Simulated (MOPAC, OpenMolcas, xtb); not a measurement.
## CH4OSi (SMILES C1O[SiH2]1): methods side by side

The species is CH4OSi (7 atoms), meant as a singlet with charge 0. SMILES: `C1O[SiH2]1`. Geometry: relaxed at GFN2-xTB.

Quantity: the dipole moment, in D. The values are calculated.

```json
{"level": "AM1", "kind": "semi-empirical", "program": "MOPAC", "value (D)": "2.32", "CPU time": "under 2 s"}
{"level": "PM3", "kind": "semi-empirical", "program": "MOPAC", "value (D)": "1.87", "CPU time": "under 2 s"}
{"level": "GFN2-xTB", "kind": "semi-empirical", "program": "xtb", "value (D)": "2.31", "CPU time": "under 2 s"}
{"level": "GFN1-xTB", "kind": "semi-empirical", "program": "xtb", "value (D)": "2.54", "CPU time": "under 2 s"}
{"level": "HF/STO-3G", "kind": "Hartree–Fock", "program": "OpenMolcas", "value (D)": "2.31", "CPU time": "2 s"}
{"level": "HF/3-21G", "kind": "Hartree–Fock", "program": "OpenMolcas", "value (D)": "2.76", "CPU time": "2.1 s"}
{"level": "HF/def2-SVP", "kind": "Hartree–Fock", "program": "OpenMolcas", "value (D)": "2.41", "CPU time": "4.2 s"}
{"level": "SVWN5/3-21G", "kind": "LDA", "program": "OpenMolcas", "value (D)": "1.74", "CPU time": "9 s"}
{"level": "B3LYP/6-31G* (spherical functions)", "kind": "global hybrid", "program": "OpenMolcas", "value (D)": "1.81", "CPU time": "17 s"}
{"level": "B3LYP/6-31G* (Cartesian functions)", "kind": "global hybrid", "program": "OpenMolcas", "value (D)": "1.82", "CPU time": "18 s"}
```

The values span 1.74 to 2.76 D. Sets without polarisation functions give poor dipoles. CPU times are rough (shared hosts, several kinds of processor): they show what a rung costs within a factor of a few.

Every method gives the silicon–oxygen–carbon ring a substantial dipole, as expected when electronegative oxygen draws density from both ring neighbours, most strongly from silicon. The hydridic Si–H bonds carry negative charge on the outer side of silicon and partly oppose the Si–O contribution, so the net moment is a balance that responds to modest shifts of charge.

The cleanest comparison is in the 3-21G basis, where the value falls from 2.76 D with Hartree–Fock to 1.74 D with LDA. Since the geometry is shared, this difference is purely electronic, probably because Hartree–Fock, lacking correlation, makes the polar bonds too ionic. The B3LYP values also lie below all the Hartree–Fock ones, and the choice between spherical and Cartesian functions hardly matters.

The match between GFN2-xTB and HF/STO-3G at 2.31 D, like PM3's closeness to B3LYP, doesn't show that the charge distributions are alike, since different atomic charges and local polarisation can add up to the same total moment.
